**Smearing error of metallic RbBr₃ on a coarse mesh**

The smallest energy error in this table, at an occupation width of 0.2 eV, is not a sign of convergence. The coarse k mesh puts the energy too high at narrow widths, wider smearing pulls it down, and the error passes through zero between 0.1 and 0.2 eV. The pull should hardly be there, because the energy has already been extrapolated to zero smearing. That extrapolation assumes a density of states that is flat around the Fermi level, and here it is not flat.

RbBr₃ in a fixed I4/mmm cell (a = 4.517, c = 12.874 Å), computed with Ansatz 0.2.0 using PBE, scalar-relativistic plane-wave PAW, no spin polarisation, a 420 eV cutoff, Gaussian smearing and a 7×7×7 k mesh. The reference has a 14×14×14 mesh and a width of 0.1 eV. The energy is extrapolated to zero smearing, and pressure is positive in compression.

| occupation width (eV) | energy less reference (meV/atom) | free energy less reference (meV/atom) | pressure less reference (GPa) |
| --- | --- | --- | --- |
| 0.01 | 1.25 | 4.44 | 0.021 |
| 0.05 | 1.18 | 3.37 | 0.011 |
| 0.1 | 0.861 | 0.597 | 0.023 |
| 0.2 | -0.440 | -8.81 | 0.083 |
| 0.4 | -4.83 | -39.7 | 0.301 |

**Separating mesh from width**

The row at 0.1 eV has the same occupation rule and width as the reference and differs from it only in the mesh. Its error of 0.861 meV/atom is therefore pure mesh error. The reference keeps a width error of its own at 0.1 eV, so the errors here are not measured from the zero-width limit. Going on to 0.2 eV leaves the mesh alone and lowers the energy by 1.30 meV/atom, which carries the error through zero to −0.440 meV/atom. The warning sign is this change of sign: an error that settled down would level off, whereas this one passes through zero and reaches −4.83 meV/atom at 0.4 eV.

**What the extrapolation assumes**

Smearing replaces the sharp edge between filled and empty states by a soft one of width σ, the occupation width. This brings in an entropy term TS, which is subtracted from the energy to give the free energy F. For Gaussian smearing TS = ½⟨D⟩σ², where ⟨D⟩ is the density of states averaged over a window of about σ on either side of the Fermi level. If ⟨D⟩ is the same for every width, F lies exactly TS/2 below the energy at zero width, and adding TS/2 back removes the error.

Suppose instead that the states thin out away from the Fermi level. A wider window then takes in a sparser region, ⟨D⟩ falls, and TS grows more slowly than σ². Write this as TS ∝ σᵖ with p below 2. The free energy obeys dF/dσ = −TS/σ, so integration puts F below the zero-width energy by TS/p, which is more than TS/2. The usual correction is then too small, and the extrapolated energy is left with an error of (1/2 − 1/p)TS, which is negative.

**Reading the entropy from the table**

The entropy can be recovered from the two energy columns. Their difference in any row gives the change in TS/2 against the reference, whose own TS/2 is 3.23 meV/atom. At 0.4 eV the difference is 39.7 − 4.83 = 34.9 meV/atom, so TS/2 is 38.1 meV/atom. The same step gives 11.6 meV/atom at 0.2 eV.

With a flat density of states, doubling the width would multiply the entropy term by four. Here it grows by a factor of 3.3, which means p ≈ 1.72. The step from 0.2 to 0.4 eV then works out as follows:

- TS rises by 2 × (38.1 − 11.6) = 53.0 meV/atom.
- The free energy falls by 53.0/1.716 = 30.9 meV/atom.
- The correction gives back half of the rise in TS, 26.5 meV/atom.
- The extrapolated energy therefore drops by 30.9 − 26.5 = 4.4 meV/atom.

The calculation gives a drop of 4.39 meV/atom. No constant was adjusted to the energies, but the two rows supply their own entropy, so the agreement is a consistency check and not a forecast from narrower widths. It does show that the drift comes from an incomplete correction. The estimate is poorest for the step from 0.01 to 0.05 eV, where it even has the wrong sign, though the miss is only about 0.1 meV/atom. Such a narrow window catches few states on a coarse mesh, which probably makes a single power law a poor description there.

**Why a σ⁴ term alone does not explain it**

In an expansion in even powers of σ, the extrapolation removes the σ² term and leaves a small one in σ⁴. The energy step from 0.2 to 0.4 eV would then be 16 times the step before it, whereas it is only 3.4 times as large. Some of the earlier step may be mesh error that fades as the width grows. Had all of it faded by 0.2 eV, the earlier step without it would be −0.440 meV/atom and the ratio about 10, still short of 16. Least-squares fits to all five rows, each with a free constant for the part that does not depend on the width, agree: σ² follows the energies far better than σ⁴. A true σ² term would have been cancelled, so the good fit is only a description. It suggests that, on this mesh at least, these widths are too large, compared with the structure in the density of states, for a short expansion to hold.

That structure shows in the average itself. ⟨D⟩ falls from 1.40 states/eV per atom at 0.1 eV to 0.95 at 0.4 eV, so a wider window takes in a sparser region. Part of the fall may come from the coarse mesh, since the reference mesh gives 1.29 at 0.1 eV, but that is still well above 0.95. At narrower widths the coarse mesh probably catches too few states for the average to be trusted. A plausible reason for the fall is that the Fermi level lies near a peak or an edge of the bromine 4p bands, which a plot of the density of states would settle. Around a peak the window spreads into sparser regions; near an edge the Fermi level itself also shifts towards the sparser side as the width grows. The argument also gives the trend for other metals: a flat density of states leaves little drift, and a Fermi level in a dip reverses its sign. An insulating tribromide, with short Br–Br bonds that this cell does not have, would show almost no effect as long as the width stays well below its gap.

**The pressure has no such correction**

Pressure is minus the volume derivative of the free energy, and nothing is added back to it. From 0.1 to 0.4 eV its error grows from 0.023 to 0.301 GPa, so wide smearing would make a relaxed cell too large. The likely reason is that expansion crowds the levels together, which raises ⟨D⟩ and lets smearing lower the free energy further. A small pressure error is no proof of a good mesh either: at 0.01 eV, stress errors of nearly 0.1 GPa and opposite sign along different axes partly cancel.

**A rule for choosing the width**

Change the mesh at fixed width and the width at fixed mesh, and never judge a setting by one small total error. Then double the width and look at the entropy term: growth well short of fourfold means that the extrapolated energy will drift downwards. The analysis printed below gives these numbers for every step. One further run, at 0.2 eV on the reference mesh, would show how much of the small error at that width is due to cancellation. If the mesh error is as large at 0.2 eV as at 0.1 eV, that run should come out near −1.3 meV/atom. Wider smearing usually makes the mesh matter less, though, and if the mesh error has vanished by 0.2 eV, the run will simply repeat the −0.440 meV/atom of the table.

Numerical output:

```
Entropy term and averaged density of states:
   row  half TS (meV/atom)  averaged DOS (states/eV/atom)  exponent from the row before
  0.01             0.03772                          1.509                           n/a
  0.05               1.039                          1.663                          2.06
   0.1               3.493                          1.397                         1.749
   0.2                11.6                           1.16                         1.731
   0.4                38.1                         0.9525                         1.716
Steps from the row before (meV/atom):
   row  free energy  extrapolated energy  predicted from entropy  part left over (%)
  0.05        -1.07                -0.07                 0.02932               6.542
   0.1       -2.773               -0.319                 -0.3521                11.5
   0.2       -9.407               -1.301                  -1.258               13.83
   0.4       -30.89                -4.39                  -4.391               14.21
Half the entropy term of the reference (meV/atom): 3.229
Averaged DOS of the reference at 0.1 eV (states/eV/atom): 1.292
Pure mesh error at 0.1 eV (meV/atom): 0.861
Energy shift by width on the coarse mesh, 0.01 to 0.1 eV (meV/atom): -0.389
Energy shift by width on the coarse mesh, 0.1 to 0.2 eV (meV/atom): -1.301
Energy shift by width on the coarse mesh, 0.01 to 0.4 eV (meV/atom): -6.08
The same shift predicted from the entropy (meV/atom): -5.971
Width where the error crosses zero, linear interpolation (eV): 0.1662
Energy step 0.2 to 0.4 over step 0.1 to 0.2 (4 for width squared, 16 for fourth power): 3.374
Pressure change from 0.1 to 0.4 eV (GPa): 0.278
Pressure change times volume over free energy drop, 0.1 to 0.4 eV: 1.414
fit of E on 5 rows: constant 0.8219 +/- 0.31, coefficient of w**4 -223 +/- 27; rms 0.477, worst 0.2 0.905, leave-one-out rms 8.71
fit of E on 5 rows: constant 1.221 +/- 0.05, coefficient of w**2 -38.02 +/- 0.68; rms 0.0708, worst 0.2 0.14, leave-one-out rms 0.343
```
